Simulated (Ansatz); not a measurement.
# Ga2O5: energy above lowest point and pressure as volume per atom varies

Results calculated with Ansatz 0.2.0 development build, not measured. Equation of state of a cubic crystal from periodic Kohn-Sham density functional theory without spin; pressure corrected for the finite basis.

Cell of the first row (space group Pn-3m, No. 224):
```
Ga2O5
1.0
      5.0336     0.0000     0.0000
      0.0000     5.0336     0.0000
      0.0000     0.0000     5.0336
Ga O
4 10
Direct
  0.00000 0.00000 0.00000
  0.50000 0.50000 0.00000
  0.50000 0.00000 0.50000
  0.00000 0.50000 0.50000
  0.50000 0.00000 0.00000
  0.00000 0.50000 0.00000
  0.00000 0.00000 0.50000
  0.50000 0.50000 0.50000
  0.75000 0.75000 0.25000
  0.75000 0.25000 0.75000
  0.25000 0.75000 0.75000
  0.75000 0.25000 0.25000
  0.25000 0.75000 0.25000
  0.25000 0.25000 0.75000
```

Settings of every row: formula Ga2O5; structure type cubic X2O5; functional PBE; spin treatment none; k mesh 11x11x11; occupation method fermi-dirac; occupation width 0.061225619 eV; wave cutoff 700 eV; datasets hard PAW; density cutoff ratio 4.

Limits: a cubic model structure, not a phase known at ambient conditions; modest k-mesh, values are not fully converged in k; no spin polarisation, a magnetic state may lie lower.

| row | volume per atom (Å³) | energy above lowest point (meV/atom) | pressure (GPa) |
| --- | --- | --- | --- |
| 1 | 9.11 | 17.91 | 10.534 |
| 2 | 9.304 | 7.59 | 6.593 |
| 3 | 9.497 | 1.79 | 3.076 |
| 4 | 9.691 | 0 | -0.064 |
| 5 | 9.885 | ? | ? |
| 6 | 10.079 | 6.81 | -5.364 |

Question: what energy above lowest point and pressure should row 5 give?

Worked fit of energy above lowest point. Take u = (V_r/V)^(2/3) − 1 with V_r = 9.497 Å³ an atom, which is twice the finite (Eulerian) strain; such expansions in the strain, on which the Birch-Murnaghan equation of state is built, carry the rest volume and the bulk modulus. The shown rows have u = 0.02812, 0.01378, 0, -0.01339, -0.03888. Least squares give energy above lowest point = 1.806 + 277.81 × u + 10462.8 × u² meV/atom; a straight line predicts inner rows, each left out in turn, worse (root mean square 5.7 against 0.05 meV/atom). The rows lie off it by 0.02, -0.03, -0.02, 0.04, -0.01. Its lowest point lies at u = -0.0133, or V = 9.689 Å³ an atom, and the curvature there gives the bulk modulus at fixed shape and fractions, B = (4/9)(1 + u)² E″(u)/V = 150 GPa. The withheld row has u = -0.02634, so the fit gives 1.806 + 277.81 × (-0.02634) + 10462.8 × (-0.02634)² = 1.75 meV/atom.

The calculation gave 1.8 meV/atom. The fit lies 0.05 meV/atom (2.8 % of the value, 0.28 % of the column's range) below it; its largest miss of a shown row is 0.04 meV/atom.

Worked fit of pressure. Take u = (V_r/V)^(2/3) − 1 with V_r = 9.497 Å³ an atom, which is twice the finite (Eulerian) strain; such expansions in the strain, on which the Birch-Murnaghan equation of state is built, carry the rest volume and the bulk modulus. The shown rows have u = 0.02812, 0.01378, 0, -0.01339, -0.03888. Least squares give pressure = 3.082 + 244.927 × u + 713.11 × u² GPa; a straight line predicts inner rows, each left out in turn, worse (root mean square 0.39 against 0.0084 GPa). The rows lie off it by 0.001, 0.000, -0.006, 0.006, -0.001 (root mean square 0.0038 GPa). The pressure vanishes at u = -0.0131, or V = 9.686 Å³ an atom, and there the bulk modulus at fixed shape and fractions is B = −V dP/dV = (2/3)(1 + u) dP/du = 149 GPa. The withheld row has u = -0.02634, so the fit gives 3.082 + 244.927 × (-0.02634) + 713.11 × (-0.02634)² = -2.875 GPa.

The calculation gave -2.865 GPa. The fit lies 0.010 GPa (0.063 % of the column's range) below it; its largest miss of a shown row is 0.006 GPa.
